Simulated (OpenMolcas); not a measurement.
How basis sets differ on AlH2O2 (SMILES [OH][Al][OH])

AlH2O2 has 5 atoms, charge 0, and is taken as a doublet. SMILES: `[OH][Al][OH]`. The shape is that of a PBE0-D4/def2-TZVP optimisation. This is one conformer, not always the lowest.

```xyz
5

O    -1.5735   -0.3246   -0.2375
Al    0.0185   -0.8251    0.0650
O     1.2494    0.3483    0.1600
H    -1.8097    0.5958   -0.3592
H     2.1651    0.1318    0.3304
```

Quantity: the dipole moment, in D. The values are calculated.

```
                              level          kind     program  value (D)  CPU time
              UHF/ANO-RCC-MB (DKH2)  Hartree–Fock  OpenMolcas       1.79     3.2 s
                         UHF/STO-3G  Hartree–Fock  OpenMolcas       2.18     1.7 s
                          UHF/3-21G  Hartree–Fock  OpenMolcas       1.75     1.8 s
                       UHF/def2-SVP  Hartree–Fock  OpenMolcas       1.45     2.9 s
ROHF/jul-cc-pV(D+d)Z (RICD fitting)  Hartree–Fock  OpenMolcas       1.42     5.8 s
```

The values span 1.42 to 2.18 D. Sets without polarisation functions give poor dipoles. Times are those of the runs behind each value, whatever else they computed, on shared processors of several kinds: orders of magnitude only.

The two sets with polarisation functions give the smallest dipoles, 1.45 and 1.42 D, and all three without them lie higher. Size alone does not order the rest: the minimal ANO set (1.79 D) nearly matches split-valence 3-21G (1.75 D), while STO-3G, also minimal, reaches 2.18 D. The form of the contracted functions therefore matters as well as their number.

The dipole is the vector sum of strongly polar Al–O bonds, O–H bonds and oxygen lone pairs, together with an unpaired electron expected mainly in an s–p hybrid on aluminium, pointing away from the oxygens. That electron's contribution opposes the Al–O polarity, so modest errors in the density can shift the net moment noticeably. Functions of higher angular momentum let the oxygen lone pairs deform towards aluminium and the radical hybrid adjust its direction, which probably reduces the net charge separation. The close agreement of the two lowest values does not establish the Hartree–Fock basis-set limit, since spin treatment and diffuse functions change together between them and their effects could partly cancel.
